**Student.** My notes say that the self-consistent RPA potential of an atom falls off as $-1/r-\alpha/(2r^4)$ with the polarisability of the neutral atom. An electron far outside Be leaves Be$^+$ behind. Why should a variational theory polarise the wrong object?

**Lecturer.** Let us derive it and see where the object enters. Premises first: Hartree atomic units, no relativity, a fixed point nucleus, a closed shell of $N$ electrons with real orbitals. A local potential $v_s$ defines $h=-\tfrac12\nabla^2+v_s$, orbitals $\varphi_p$ and energies $\varepsilon_p$, with $i,j$ occupied and $a,b$ empty. There is a gap, and frequency integrals run parallel to the imaginary axis through a point of the gap, which for now is the zero of energy. The Green's function of one spin is $G(z)=(z-h)^{-1}$. With $v=1/|\mathbf r-\mathbf r'|$,

$$\chi_0(\mathbf r,\mathbf r',iu)=2\int\frac{d\omega}{2\pi}\,G(\mathbf r,\mathbf r',i\omega+iu)\,G(\mathbf r',\mathbf r,i\omega),$$

$$E[v_s]=T_s+\int n\,v_{\rm ext}+E_H+E_x+E_c,\qquad E_c=\frac12\int_{-\infty}^{\infty}\frac{du}{2\pi}\,{\rm Tr}\,[\ln(1-\chi_0v)+\chi_0v].\tag{1}$$

$E_x$ is the Fock energy of the occupied orbitals. We ask for $\delta E=0$ under any $\delta v_s$ at fixed $N$.

**Student.** Term by term?

**Lecturer.** Yes. $T_s=2\sum_i\varepsilon_i-\int nv_s$, and first-order perturbation theory gives $\delta(2\sum_i\varepsilon_i)=\int n\,\delta v_s$, so $\delta T_s=-\int v_s\,\delta n$. The first three terms then vary as $-\int v_{xc}\,\delta n$, where I define $v_{xc}=v_s-v_{\rm ext}-v_H$, and $\delta n(\mathbf r)=2\int\frac{d\omega}{2\pi}\delta G(\mathbf r,\mathbf r,i\omega)$. Exchange is quadratic in the density matrix $\gamma=\sum_i\varphi_i\varphi_i$, so $\delta E_x=2\,{\rm Tr}[\Sigma_x\delta\gamma]$ with $\Sigma_x=-\gamma(\mathbf r,\mathbf r')v(\mathbf r,\mathbf r')$. For correlation, differentiate the logarithm under the trace:

$$\delta E_c=-\frac12\int\frac{du}{2\pi}{\rm Tr}[W_c\,\delta\chi_0],\qquad W_c=v(1-\chi_0v)^{-1}-v .$$

$\delta\chi_0$ has two terms, one for each $G$, and they contribute equally because $W_c$ is symmetric and even in $u$. With the spin factor this leaves

$$\delta E_c=2\int\frac{d\omega}{2\pi}{\rm Tr}[\Sigma_c\,\delta G],\qquad \Sigma_c(\mathbf r,\mathbf r',i\omega)=-\int\frac{du}{2\pi}G(\mathbf r,\mathbf r',i\omega+iu)\,W_c(\mathbf r,\mathbf r',iu).\tag{2}$$

So $\Sigma_{xc}=\Sigma_x+\Sigma_c$ is the $G_0W_0$ self-energy built on the Kohn-Sham $G$. Now $\delta G=G\,\delta v_s\,G$, the trace is cyclic, and $\delta v_s(\mathbf r)$ is arbitrary:

$$\int\frac{d\omega}{2\pi}\,\big[G\,D\,G\big](\mathbf r,\mathbf r,i\omega)=0,\qquad D(z)=\Sigma_{xc}(z)-v_{xc}.\tag{3}$$

This is the linearised Sham-Schlüter equation. It states that the perturbation $D$ leaves the density unchanged to first order. The full equation demands this to all orders, with the interacting Green's function in place of one $G$ and inside $\Sigma_{xc}$.

**Student.** So (3) is an approximation to something.

**Lecturer.** To the full equation, yes. As the stationarity condition of (1) it is exact, and it is the only thing we use. I claim stationarity, not a minimum. Note also that (3) cannot fix a constant in $v_{xc}$: $GG=\sum_p\varphi_p\varphi_p/(z-\varepsilon_p)^2$ has no residues and integrates to zero.

**Student.** To see large $r$ I want real frequencies.

**Lecturer.** $W_c=v\chi v$ with the RPA response $\chi=(1-\chi_0v)^{-1}\chi_0$, whose modes $s$ have energies $\Omega_s>0$ and spin-summed transition densities $\rho_s$ of zero charge:

$$\chi(iu)=-\sum_s\frac{2\Omega_s\,\rho_s(\mathbf r)\rho_s(\mathbf r')}{u^2+\Omega_s^2},\qquad V_s=v\rho_s .$$

In (2), close the $u$ contour on the side free of the pole of $G$. The pole at $u=\pm i\Omega_s$ gives

$$\Sigma_c(\mathbf r,\mathbf r',z)=\sum_sV_s(\mathbf r)\Big[\sum_a\frac{\varphi_a(\mathbf r)\varphi_a(\mathbf r')}{z-\varepsilon_a-\Omega_s}+\sum_i\frac{\varphi_i(\mathbf r)\varphi_i(\mathbf r')}{z-\varepsilon_i+\Omega_s}\Big]V_s(\mathbf r').\tag{4}$$

**Student.** Can I test the factors in (2) and (4) on something small?

**Lecturer.** Take one transition $i\to a$ with gap $\Delta$, product $\Phi=\varphi_i\varphi_a$ and Coulomb integral $K=(\Phi|v|\Phi)$. Then $\chi_0=-4\Delta\,\Phi\Phi/(u^2+\Delta^2)$, and the geometric series gives

$$\Omega^2=\Delta(\Delta+4K),\qquad\rho=\sqrt{2\Delta/\Omega}\,\Phi,\qquad E_c=\tfrac12(\Omega-\Delta-2K).\tag{5}$$

Directly, $\partial E_c/\partial\varepsilon_a=(\Delta+2K-\Omega)/(2\Omega)$. From (2), $\delta G_{aa}=\delta\varepsilon_a/(z-\varepsilon_a)^2$; the hole term of $\Sigma_{aa}$, $(2\Delta K^2/\Omega)/(z-\varepsilon_i+\Omega)$, has the only pole below the gap, and the result is $4\Delta K^2/[\Omega(\Delta+\Omega)^2]$. Put $K=(\Omega^2-\Delta^2)/(4\Delta)$ in both and each becomes $(\Omega-\Delta)^2/(4\Delta\Omega)$.

**Student.** Good. Now (3).

**Lecturer.** The integrand falls as $z^{-2}$, so the integral is the sum of residues below the gap. Near $\varepsilon_i$ write $G=P_i/(z-\varepsilon_i)+R_i(z)$, with projector $P_i$ and reduced resolvent $R_i$. The double pole gives $P_i\Sigma_c'P_i$, the cross terms give $P_iDR_i+R_iDP_i$, and the hole poles of (4) at $\varepsilon_i-\Omega_s$ give perfect squares:

$$\sum_i\Big\{\varphi_i^2\,\Sigma'_{ii}(\varepsilon_i)+2\varphi_i\,[R_iD(\varepsilon_i)\varphi_i]\Big\}+\sum_{is}\big[G(\varepsilon_i-\Omega_s)V_s\varphi_i\big]^2=0,\tag{6}$$

all functions taken at $\mathbf r$. One more premise: the highest occupied orbital $\varphi_H$ is a single $s$ orbital, as the 2s of Be. From here on energies are counted from $v_s(\infty)=0$, so $\varphi_H\sim r^{\beta}e^{-\kappa r}$ with $\kappa^2=-2\varepsilon_H$. We keep in (6) what is $\varphi_H^2$ times a power of $r$.

**Student.** The resolvents contain the whole continuum. Why should anything decay like $\varphi_H$?

**Lecturer.** Do not expand them in orbitals. $G(E)f$ solves $(E-h)y=f$, so far out it is a particular solution that follows the decay of $f$ plus a homogeneous solution $\sim e^{-\sqrt{-2E}\,r}$. Every $E$ that occurs lies at or below $\varepsilon_H$, so no factor in (6) decays more slowly than $\varphi_H$. The 1s terms carry $\varphi_{1s}(\mathbf r)$ or decay at a still lower energy, and drop out exponentially. When $\varepsilon_H-\Omega_s$ crosses $\varepsilon_{1s}$ single terms are singular, but the singularities cancel in the sum, since (3) is regular, and each again carries $\varphi_{1s}(\mathbf r)$. Define $g_s$ and $S$ by

$$G(\varepsilon_H-\Omega_s)V_s\varphi_H=\varphi_H\,g_s,\qquad S=\sum_sg_s^2 .$$

Dividing (6) by $2\varphi_H$ gives $R_HD\varphi_H=-\tfrac12\varphi_H(\Sigma'_{HH}+S)$. Apply $\varepsilon_H-h$, using $(\varepsilon_H-h)R_H=1-P_H$ and

$$(\varepsilon_H-h)(\varphi_Hf)=\varphi_H\,\mathcal Lf,\qquad \mathcal L=\tfrac12\nabla^2+\nabla\ln\varphi_H\cdot\nabla .$$

$\mathcal L$ kills the constant $\Sigma'_{HH}$. I assume that the exponentially small remainder stays so after two derivatives. Then

$$v_{xc}(\mathbf r)\simeq\frac{[\Sigma_{xc}(\varepsilon_H)\varphi_H](\mathbf r)}{\varphi_H(\mathbf r)}-D_{HH}(\varepsilon_H)+\tfrac12\mathcal LS .\tag{7}$$

**Student.** There is a constant in there.

**Lecturer.** The other terms will vanish at infinity, so $v_{xc}(\infty)=-D_{HH}$, and the choice $v_{xc}(\infty)=0$ means $\langle H|\Sigma_{xc}(\varepsilon_H)-v_{xc}|H\rangle=0$. The diagonal $G_0W_0$ quasiparticle equation $\omega=\varepsilon_H+D_{HH}(\omega)$ is then solved by $\omega=\varepsilon_H$. Now the first term of (7). Exchange gives $-\sum_i\varphi_i(\mathbf r)\,[v\varphi_i\varphi_H](\mathbf r)/\varphi_H(\mathbf r)$. Only $i=H$ survives, and it is the potential of a spherical unit charge: $-1/r$ with exponentially small corrections. In (4) write the sum over empty states as the full resolvent minus its occupied part:

$$\Sigma_c(\varepsilon_H)\varphi_H=\sum_sV_s\varphi_Hg_s+\sum_{si}V_s\varphi_i\langle i|V_s|H\rangle\Big[\frac1{\varepsilon_H-\varepsilon_i+\Omega_s}-\frac1{\varepsilon_H-\varepsilon_i-\Omega_s}\Big].$$

In the second sum $i=H$ survives, with bracket $2/\Omega_s$. It equals $-\varphi_H\,v\,\delta n_H$ with $\delta n_H=\chi(0)\,v\varphi_H^2$, the static screening charge of the exchange hole. That charge is spherical, neutral and exponentially confined, so by Gauss's law its potential is exponentially small. What remains is

$$v_{xc}\simeq-\frac1r+\sum_sV_sg_s+\tfrac12\mathcal L\sum_sg_s^2,\qquad(\mathcal L-\Omega_s)\,g_s=V_s .\tag{8}$$

**Student.** And $\mathcal L$ is small?

**Lecturer.** On a power it is: it lowers $r^{-n}$ to $r^{-n-1}$. To leading order $g_s=-V_s/\Omega_s$. Each mode of a spherical atom has a definite angular momentum $L$. Outside the charge $V_s\propto r^{-L-1}$, and $L=0$ modes have no power tail. For $L=1$, $V_s=\boldsymbol\mu_s\cdot\hat{\mathbf r}/r^2$ with $\boldsymbol\mu_s=\int\mathbf r\rho_s$. The static polarisability is $\alpha=-\iint z\,\chi(0)\,z'=2\sum_s\mu_{s,z}^2/\Omega_s$, the same along every axis. Hence $-\sum_sV_s^2/\Omega_s=-\alpha/(2r^4)$, while $\mathcal LS$ starts at $r^{-5}$:

$$v_{xc}(r)\to-\frac1r-\frac{\alpha_N^{\rm RPA}}{2r^4}.\tag{9}$$

The $\chi$ in $W_c$ was built from all $N$ electrons of the reference, so $\alpha_N^{\rm RPA}$ is the direct-RPA (time-dependent Hartree) polarisability of the neutral atom on the self-consistent orbitals. This tail was obtained by Niquet, Fuchs and Gonze in 2003.

**Student.** You dropped $r^{-5}$ terms proportional to $\kappa$. How large are they?

**Lecturer.** They cancel, which is worth seeing. Take one triplet of dipole modes, $V_m=\mu\,\hat r_m/r^2$, $g_m=\hat r_m\,y(r)$, and $\partial_r\ln\varphi_H=-\kappa+\beta/r+\beta_2/r^2+\dots$ On an angular momentum $l$,

$$\mathcal L\,r^{-n}=\kappa n\,r^{-n-1}+\big[\tfrac12(n^2-n-l(l+1))-\beta n\big]r^{-n-2}-\beta_2n\,r^{-n-3}+\dots$$

Put $y=-(\mu/\Omega)\sum_{n\ge2}y_nr^{-n}$, $y_2=1$, into (8) with $l=1$:

$$y_3=\frac{2\kappa}{\Omega},\quad y_4=\frac{6\kappa^2}{\Omega^2}-\frac{2\beta}{\Omega},\quad y_5=\frac{24\kappa^3}{\Omega^3}+\frac{\kappa(4-14\beta)}{\Omega^2}-\frac{2\beta_2}{\Omega}.$$

Since $\sum_m\hat r_m^2=1$, $\sum Vg=-(\mu^2/\Omega)(r^{-4}+y_3r^{-5}+y_4r^{-6}+y_5r^{-7})$ and $S=(\mu^2/\Omega^2)[r^{-4}+2y_3r^{-5}+(2y_4+y_3^2)r^{-6}]$. With $l=0$,

$$\tfrac12\mathcal LS=\frac{\mu^2}{\Omega^2}\Big[\frac{2\kappa}{r^5}+\frac{3-2\beta+10\kappa^2/\Omega}{r^6}+\frac{48\kappa^3/\Omega^2+\kappa(20-22\beta)/\Omega-2\beta_2}{r^7}\Big].$$

In the sum the $r^{-5}$ terms cancel, $\beta$ leaves the $r^{-6}$ term and $\beta_2$ leaves the $r^{-7}$ term, where $\kappa(16-8\beta)/\Omega^3$ remains. For a neutral atom $v_s\to-1/r$, so $\beta=1/\kappa-1$. Quadrupole modes add $-\alpha_2/(2r^6)$, $\alpha_2=2\sum_s(\int\rho_sr^2P_2(\cos\theta))^2/\Omega_s$, and their $r^{-7}$ terms cancel as the dipole $r^{-5}$ terms did: $-3\kappa$ from $Vg$ against $+\tfrac12\cdot6\kappa$ from $\mathcal LS$. Summing over dipole triplets $t$,

$$v_{xc}\simeq-\frac1r-\frac{\alpha_N^{\rm RPA}}{2r^4}+\frac{C_6-\alpha_2/2}{r^6}+\frac{C_7}{r^7},\tag{10}$$

$$C_6=\sum_t\mu_t^2\Big[\frac3{\Omega_t^2}+\frac{4\kappa^2}{\Omega_t^3}\Big],\qquad C_7=\sum_t\mu_t^2\Big[\frac{24\kappa^3}{\Omega_t^4}+\frac{24\kappa-8}{\Omega_t^3}\Big].$$

$C_6$ and $C_7$ are nonadiabatic: they measure how far the atom fails to follow the outer electron.

**Student.** Now show me that the exact potential has the ion. So far you have only asserted it.

**Lecturer.** Expand the exact ground state in eigenstates $\Phi_s$ of the ion, $\Psi=N^{-1/2}\sum_sf_s(\mathbf r)\Phi_s$, spin labels understood. Projecting the Schrödinger equation on $\Phi_s$ gives, exactly,

$$-\tfrac12\nabla^2f_s+\sum_tU_{st}(\mathbf r)f_t=(\varepsilon_0-\omega_s)f_s,$$

with $\varepsilon_0=E_N-E_{N-1}$, ionic excitation energies $\omega_s$, and $U_{st}$ the matrix element of the electrostatic potential energy of the electron in the field of the ion. The ground state of Be$^+$ is an $S$ state, so $U_{00}=-1/r$, and the diagonal $U_{ss}$ share that monopole. $U_{s0}$ is the transition potential of the ion. Put $f_s=f_0g_s$: to leading order $-\omega_sg_s=U_{s0}$, and $f_0$ moves in $-1/r+\sum_sU_{0s}g_s=-1/r-\alpha_{N-1}/(2r^4)$. The density is $\sum_sf_s^2\propto f_0^2(1+S)$. Far out the exact Kohn-Sham density is $2\varphi_H^2$, so $v_s=\varepsilon_0+\nabla^2\sqrt n/(2\sqrt n)$, which adds $\tfrac12\mathcal LS=O(r^{-5})$, the structure of (8). Since $v_{\rm ext}+v_H$ vanishes exponentially outside a neutral spherical atom, $v_{xc}\to-1/r-\alpha_{N-1}/(2r^4)$, the result of Almbladh and von Barth from 1985.

**Student.** So the same algebra, different modes. Where is the wrong physics in RPA?

**Lecturer.** In the intermediate state. The particle term of (4) is an outer electron plus an excited mode, and the mode contains the transitions $H\sigma\to b\sigma$ out of the very spin orbital that the outer electron has vacated. Direct diagrams do not know that it is empty. For a one-electron atom the defect is bare: the ion has no electrons and $\alpha_{N-1}=0$, but $W_c\ne0$. An exchange diagram removes it, and at second order this can be shown. With $(pq|rs)=(\varphi_p\varphi_q|v|\varphi_r\varphi_s)$ and $V_{ib}=v\varphi_i\varphi_b$, the particle part of the second-order self-energy is

$$\Sigma^{(2)}(\varepsilon_H)\varphi_H=\sum_{iab}\frac{\varphi_a(\mathbf r)V_{ib}(\mathbf r)\,[2(aH|ib)-(ai|Hb)]}{\varepsilon_H+\varepsilon_i-\varepsilon_a-\varepsilon_b}.$$

Complete the sum over $a$ to a resolvent as before, with $\Delta_{ib}=\varepsilon_b-\varepsilon_i$. The direct term gives $2V_{ib}G(\varepsilon_H-\Delta_{ib})V_{ib}\varphi_H\to-2\varphi_HV_{ib}^2/\Delta_{ib}$. The exchange term gives $-V_{ib}G(\varepsilon_H-\Delta_{ib})V_{Hb}\varphi_i$, which follows $\varphi_i$ and survives only for $i=H$, as $+\varphi_HV_{Hb}^2/\Delta_{Hb}$. The subtracted occupied parts and the hole terms involve, in Be, only integrals that force the empty orbital to be $s$, whose $V$ has no power tail. With $d_{ib}=\langle i|z|b\rangle$ the coefficient becomes

$$\alpha^{(2)}=4\sum_{ib}\frac{d_{ib}^2}{\Delta_{ib}}-2\sum_b\frac{d_{Hb}^2}{\Delta_{Hb}},\tag{11}$$

the uncoupled polarisability of $N-1$ electrons in unrelaxed orbitals. The electron count is repaired, but screening and relaxation are absent, so (11) is not $\alpha_{N-1}$ either. It also holds for given orbitals and says nothing on whether a self-consistent second-order solution exists.

**Student.** Numbers for Be, please.

**Lecturer.** A model with stated inputs: the 2s$\to$2p triplet alone. Both orbitals get the radial function $R\propto r\,e^{-\zeta r}$, with $\zeta=(4-2\cdot0.85-0.35)/2=0.975$ from Slater's rules. For the Kohn-Sham spectrum take the approximate values $\Delta=0.13$ and $\varepsilon_H=-0.35$ hartree. The mean radius is $r_0=5/(2\zeta)=2.56$ bohr and the angular integral is $1/\sqrt3$, so $d=r_0/\sqrt3=1.48$. The $L=1$ term of the multipole expansion gives

$$K=\frac13\iint r^2R^2(r)\,\frac{r_<}{r_>^2}\,r'^2R^2(r')\,dr\,dr'=\frac{185}{2304}\zeta=0.0783 .$$

Carrying unrounded values, (5) gives $\Omega=0.240$ and $\mu^2=2\Delta d^2/\Omega=2.37$, and

$$\alpha_N^{\rm RPA}=\frac{2\mu^2}{\Omega}=\frac{4d^2}{\Delta+4K}=20 .$$

Without screening, $4d^2/\Delta=67$, and (11) halves this to 34. For the ion, one valence electron with $\zeta_+=(4-2\cdot0.85)/2=1.15$ and an approximate 2s-2p excitation energy $\Delta_+=0.146$ gives $\alpha_{N-1}=2d_+^2/\Delta_+=22$. The 1s core, with a typical polarisability of 0.05, is negligible.

**Student.** 20 against 22. Then the wrong object hardly matters.

**Lecturer.** The model does not let you say that with any precision. Change $\zeta$ to 0.90 and $\alpha_N^{\rm RPA}$ becomes 25, so even the order of the two is open, and higher $p$ states are missing. What the model shows is why they can be of similar size: counting two 2s electrons doubles the numerator, and the Hartree screening $4K$ multiplies the denominator by $(\Delta+4K)/\Delta=3.4$. No identity ties these factors together, and the one-electron atom shows that the closeness is not general.

**Student.** And where does (9) begin to hold?

**Lecturer.** Here $\kappa=0.837$, $C_6=6.0\times10^2$ and $C_7=1.2\times10^4$. The model has no $d$ states, so take a typical $\alpha_2=300$ as input. There is also the homogeneous part of $g_s$, which relative to $\varphi_H$ falls as $e^{-r/\ell}$ with $\ell=1/(\sqrt{\kappa^2+2\Omega}-\kappa)=4.0$ bohr. This is the slowest of the terms I called exponentially small. If it matches the particular solution in size at $r_0$, its relative weight is of order $(r/r_0)^2e^{-(r-r_0)/\ell}$. The last four columns are divided by $\alpha/(2r^4)$:

| $r$ (bohr) | $-\alpha/2r^4$ (mHa) | $C_6/r^6$ | $-\alpha_2/2r^6$ | $C_7/r^7$ | homogeneous, order |
|---|---|---|---|---|---|
| 10 | $-0.99$ | $0.61$ | $-0.15$ | $1.2$ | 2 |
| 20 | $-0.062$ | $0.15$ | $-0.038$ | $0.15$ | 0.8 |
| 40 | $-0.0039$ | $0.038$ | $-0.0095$ | $0.019$ | 0.02 |

At 10 bohr the corrections exceed the term itself, and at 20 bohr successive terms do not yet shrink. The series is asymptotic: the recursion $\Omega y_{n+1}=n\kappa y_n+\dots$ grows factorially, and it needs $r\gg\ell$. Only near 40 bohr is the $r^{-4}$ law good to several per cent. There it is 0.0039 mHa against 25 mHa from $-1/r$, and the density factor $e^{-2\kappa r}$ is $10^{-29}$. The low 2s$\to$2p mode makes Be slow to follow the electron.

**Student.** So what exactly may I write down?

**Lecturer.** That (3) is the exact stationarity condition of the direct-RPA energy over local potentials at fixed $N$, for a reference with a gap. That (9) and (10) follow for a nonrelativistic, spherical, closed-shell atom with an $s$-type highest orbital, in the gauge $v_{xc}(\infty)=0$, provided a solution exists, at $r\gg\ell$ for the lowest dipole mode; $C_7$ as written is for the neutral atom. For a closed $p$ shell, as in Na$^+$ or F$^-$, the products $\varphi_m\varphi_{m'}$ of the highest orbitals carry quadrupole moments, so the exchange term and its screening charge add an $r^{-3}$ term ahead of $r^{-4}$. The $-1/r$ comes from exchange and agrees with the exact tail. The $r^{-4}$ power is right too, but its coefficient belongs to $N$ electrons screened by the Hartree kernel alone, where the exact one belongs to the fully interacting $N-1$ ion.